## Estimating the shifts of a substituted cyclopentadienide by hand

The chemical shift of a nucleus is the shielding of the same nucleus in a reference compound less its shielding in the molecule, $\delta = \sigma_{\rm TMS} - \sigma$, in ppm. Here the shieldings are GIAO values from B3LYP in a solvent model, unscaled, for three conformers of the fluoro(propyl)cyclopentadienide anion. When rotation is fast, the observed signal is the average $\bar\delta = \sum_k w_k \delta_k$ over conformers $k$ with Boltzmann weights $w_k$.

GIAO shifts relative to TMS for the fluoro(propyl)cyclopentadienide anion (charge −1, singlet), computed with PySCF 2.14.0 and tblite 0.8.0 at B3LYP/pcSseg-1 in dichloromethane on GFN2-xTB geometries. Averages use Boltzmann weights at 298.15 K from B3LYP-D3(BJ) energies in the same basis and solvent, with GFN2-xTB free-energy terms.

```
atom  nucleus  count  shift in conformer 1 (ppm)  shift in conformer 2 (ppm)  shift in conformer 3 (ppm)  averaged shift (ppm)
   1      13C      1                       18.40                       15.30                       15.70                 16.70
   2      13C      1                       38.80                       33.60                       32.00                 35.40
   3      13C      1                       36.90                       32.80                       35.00                 35.10
   4      13C      1                      105.90                      103.30                      103.30                104.40
   5      13C      1                       96.20                       95.00                      101.20                 97.00
   6      13C      1                       92.90                       94.40                       92.10                 93.20
   7      13C      1                       84.80                       83.70                       86.00                 84.70
   8      13C      1                      158.90                      162.00                      159.00                159.90
   1       1H      3                        1.05                        0.81                        0.94                  0.95
   2       1H      2                        1.39                        1.44                        1.35                  1.40
   3       1H      2                        2.42                        2.52                        2.54                  2.48
   5       1H      1                        5.15                        5.14                        5.17                  5.15
   6       1H      1                        5.11                        5.28                        5.11                  5.17
   7       1H      1                        5.12                        5.13                        5.24                  5.15
```

Atoms C1 to C3 form the chain from the methyl end, C4 is the ring carbon that carries it, C5 to C7 are ring CH, and C8 bears fluorine. A $^1$H row is numbered by its carbon, and the count is the number of nuclei in the signal. In conformer 1 (weight 42.6 %) the C1-C2-C3-C4 torsion is anti; in conformers 2 (32.8 %) and 3 (24.7 %) it is gauche. An estimate has two parts: what the bonding pattern fixes, and what the mixture of conformers adds.

### The ring as charged benzene

Benzene has six π electrons on six carbons; this closed-shell ring has six on five, an excess $q = 6/5 - 1 = 1/5$ electron per carbon if shared evenly. Standard theory argues that extra density expands the carbon 2p orbitals, weakens the paramagnetic deshielding term and lowers $\delta$ roughly in proportion to $q$. The rule treats the ring as benzene plus charge plus substituents, $\delta \approx \delta_{\rm benzene} - s\,q + \sum I$, with a recalled slope $s$ and with substituent increments $I$ borrowed from arenes. The analogy covers π electron counting only; it assumes that ring size does not matter and that increments from a neutral ring carry over.

Nothing is fitted in this step, and every input is a rough recalled value: 130 ppm for benzene carbon and a slope of 160 ppm per electron. That slope rests on charged rings, cyclopentadienide among them, so the ring base is no independent prediction. The recalled increments of fluorine are +35 ppm on its own carbon and +1 ppm meta to it; that of the alkyl chain is +14 ppm on the ring carbon that bears it. For C7, next to the C–F carbon, the recalled ortho increment of fluorine is −13 ppm:

$$\delta(\mathrm{C7}) \approx 130 - 160 \times \tfrac15 - 13 = 85\ \text{ppm}$$

The averaged shift is 84.7 ppm. No carbanion localised on C7 is needed to reach this value, though one match does not prove that the charge is evenly shared, since errors in the base and the increment may cancel. Agreement this close is luck: over C4 to C7 the rms error against the table is 4.1 ppm. With recalled values of 7.3 ppm for benzene protons and 10 ppm per electron, the charge term alone, without substituent increments, puts all ring protons at 5.3 ppm, about 0.15 ppm above the computed values, which are not resolved from one another.

The analogy breaks at C8, where the rule gives 133 ppm against 159.9. Placing the whole excess on the other four carbons brings C8 within about 5 ppm but doubles the error on C4 to C7. One guess is that fluorine's lone pairs push π charge off the carbon that bears them; another is that fluorine's arene increment for its own carbon is too small for this ring. The sum of the five ring shifts, which in this model does not depend on how the charge is shared, still falls short by 4.8 ppm per carbon; an upward offset of unscaled shifts may contribute, which is untested here.

The chain takes recalled propylarene values. They serve C1 and C3 to about 3 ppm but put C2 some 10 ppm too low, for a reason not established. With both failures included, the rms error over the eight carbons is 10.7 ppm relative to the computed averages.

### The conformer mixture

The second part starts from the shift in each conformer and asks only for weights. Three staggered rotamers about C2–C3, with the chain on either face of the ring, give six structures in three mirror pairs, so counting suggests $w_k = 1/3$. This holds roughly when the free-energy gaps lie below the thermal energy $RT$, since $w_k \propto e^{-\Delta G_k/RT}$. The stated weights imply gaps of 0.15 and 0.32 kcal/mol against $RT = 0.59$ kcal/mol.

Equal thirds move about 0.09 of weight from conformer 1 to conformer 3, so the error is near 0.09 times the difference of those two shifts. For C2 that difference is 6.8 ppm and the error 0.6 ppm, the largest in the table. Over the carbons the rms error is 0.3 ppm, several times smaller than with conformer 1 alone, though C7 is not improved.

For the two ends of the torsion, one conformer and one constant are enough. Turning anti to gauche brings C1 and C4, three bonds apart, closer together, and both become more shielded, in line with the known γ-gauche effect. With gauche fraction $p$, the average is $\bar\delta = \delta_{\rm anti} - \gamma p$. The mean of the four anti-to-gauche drops of C1 and C4 gives $\gamma = 2.75$ ppm, so with $p = 2/3$

$$\bar\delta(\mathrm{C1}) \approx 18.4 - 2.75 \times \tfrac23 = 16.6\ \text{ppm}$$

The table has 16.7 ppm, but C1 was part of the fit, and the stated gauche fraction gives 16.8 ppm, about equally close. The example thus shows the method and tests neither the constant nor the weights. The increment is meant for the end atoms, but the table does not show that their contact is the cause: the inner atoms fall too, C3 by 4.1 and 1.9 ppm and C2 by more, and even C6 and C7, far from the chain, move by about 1.2 ppm either way. Opposite signs of the two torsions fold the methyl towards C5 in conformer 3, and C5 then rises by 5.0 ppm. This correction is not added to the first step, whose recalled values are already conformer averages. The printed output below lists the errors row by row.

### Range of use

The order of populations is insecure, because the gaps lie within usual DFT error, basis superposition can favour folded forms, and a rotamer fell away during optimisation; if it is a true minimum, it upsets the count of three. A trial error of 0.5 kcal/mol on conformer 1 moves no average by more than about 1.2 ppm. Effort therefore belongs to charge and substituent increments first, and to weights last.

All errors are measured against one calculation on one ion, without counter-ion and in a small basis lacking the diffuse functions that anions need, so agreement with experiment is not established. Alkylcyclopentadienyl ligands occur in precursors for depositing metal and oxide films. There the ring is bound to a metal, $q$ is no longer 1/5, and free-ion ring shifts do not carry over.

Numerical output:

```
All shifts in ppm; rounding of one entry: 13C 0.05, 1H 0.005; errors = estimate - table average
ring base, 1/5 electron per carbon: 13C 98, 1H 5.3 (rough recalled inputs)
atom average   rule  error | conf2-1 conf3-1 spread | err thirds err conf1
C1     16.70   14.0  -2.70 |   -3.10   -2.70   3.10 |      -0.23      1.70
C2     35.40   25.0 -10.40 |   -5.20   -6.80   6.80 |      -0.60      3.40
C3     35.10   38.0   2.90 |   -4.10   -1.90   4.10 |      -0.20      1.80
C4    104.40   99.0  -5.40 |   -2.60   -2.60   2.60 |      -0.23      1.50
C5     97.00   99.0   2.00 |   -1.20    5.00   6.20 |       0.47     -0.80
C6     93.20   99.0   5.80 |    1.50   -0.80   2.30 |      -0.07     -0.30
C7     84.70   85.0   0.30 |   -1.10    1.20   2.30 |       0.13      0.10
C8    159.90  133.0 -26.90 |    3.10    0.10   3.10 |       0.07     -1.00
H1      0.95    0.9  -0.05 |   -0.24   -0.11   0.24 |      -0.02      0.10
H2      1.40    1.6   0.20 |    0.05   -0.04   0.09 |      -0.01     -0.01
H3      2.48    2.6   0.12 |    0.10    0.12   0.12 |       0.01     -0.06
H5      5.15    5.3   0.15 |   -0.01    0.02   0.03 |       0.00      0.00
H6      5.17    5.3   0.13 |    0.17    0.00   0.17 |      -0.00     -0.06
H7      5.15    5.3   0.15 |    0.01    0.12   0.12 |       0.01     -0.03
13C rule: rms 10.691, worst C8 -26.900
13C thirds: rms 0.307, worst C2 -0.600
13C conformer 1 only: rms 1.646, worst C2 +3.400
13C stated weights (built in): rms 0.026, worst C5 +0.041
1H rule: rms 0.141, worst H2 +0.200
1H thirds: rms 0.011, worst H1 -0.017
1H conformer 1 only: rms 0.055, worst H1 +0.100
1H stated weights (built in): rms 0.004, worst H1 -0.006
13C rule rms without C2 and C8 (shown for scale): 3.7
charge on C4-C7 only, errors C4..C8: -13.4 -6.0 -2.2 -7.7 +5.1
ring rms C4-C8: even 12.6, four carbons 7.8; C4-C7: even 4.1, four carbons 8.4
sum of five ring 13C: table 539.2, rule 515.0, shortfall 24.2 (4.8 per carbon)
F ipso increment needed at C8 with even charge: 61.9 against recalled 35
gamma-gauche fit 2.75 from four drops, residuals: +0.35 -0.05 -0.15 -0.15
gauche fraction: stated weights 0.574, thirds 0.667
C1 anti 18.4 - gamma x fraction: 16.82 (stated), 16.57 (thirds); table 16.7
C4 anti 105.9 - gamma x fraction: 104.32 (stated), 104.07 (thirds); table 104.4
controls C6, C7: rms change anti to gauche 1.18
carbon on the methyl side above its other two values: C8 +3.05, C5 +5.60
RT 0.592 kcal/mol; gaps from weights 0.15 and 0.32 kcal/mol
trial -0.5 kcal/mol on conformer 1: weight 0.63, C1 +0.61, largest C2 +1.22 ppm
trial +0.5 kcal/mol on conformer 1: weight 0.24, C1 -0.54, largest C2 -1.08 ppm
```
